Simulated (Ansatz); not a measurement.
# Nb: pressure against volume per atom

Results calculated with Ansatz 0.2.0, not measured. Periodic Kohn-Sham DFT of a crystal at fixed atoms; pressure and stress are positive in compression; the energy is the free energy less that of spherical unpolarised free atoms; site moments are those in the method's own spheres, positive along +z.

Cell of the first row (space group Im-3m, No. 229):
```
cell vectors (Å)
  -1.6325     1.6325     1.6325
   1.6325    -1.6325     1.6325
   1.6325     1.6325    -1.6325
atoms (fractions of the cell vectors)
Nb  0.00000  0.00000  0.00000
```

Settings of every row: method frozen-core PAW; functional PBE; relativity scalar; k mesh 16x16x16; filling fermi-dirac; smearing width 0.08 eV; wave cutoff 420 eV; paw set soft_2.

Atom start moment: 0 on all atoms.

| row | volume per atom (Å³) | pressure (GPa) |
| --- | --- | --- |
| 1 | 17.404 | 7.505 |
| 2 | 17.767 | ? |
| 3 | 18.129 | -0.003 |
| 4 | 18.492 | -3.243 |
| 5 | 18.855 | -6.184 |

Question: what pressure should row 2 give?

Worked fit of pressure. Take u = (V_r/V)^(2/3) − 1 with V_r = 18.311 Å³ an atom, which is twice the finite (Eulerian) strain; such expansions in the strain, on which the Birch-Murnaghan equation of state is built, carry the rest volume and the bulk modulus. The shown rows have u = 0.03445, 0.00668, -0.00654, -0.01933. Least squares give pressure = −1.667 + 245.344 × u + 606.36 × u² GPa; a straight line predicts inner rows, each left out in turn, worse (root mean square 0.27 against 0.0054 GPa). The rows lie off it by 0.000, -0.002, 0.003, -0.001. The pressure vanishes at u = 0.0067, or V = 18.13 Å³ an atom, and there the bulk modulus at fixed shape and fractions is B = −V dP/dV = (2/3)(1 + u) dP/du = 170 GPa. The withheld row has u = 0.02031, so the fit gives −1.667 + 245.344 × (0.02031) + 606.36 × (0.02031)² = 3.566 GPa.

The calculation gave 3.567 GPa. The fit lies 0.001 GPa (0.0073 % of the column's range) below it, one unit of the last digit.
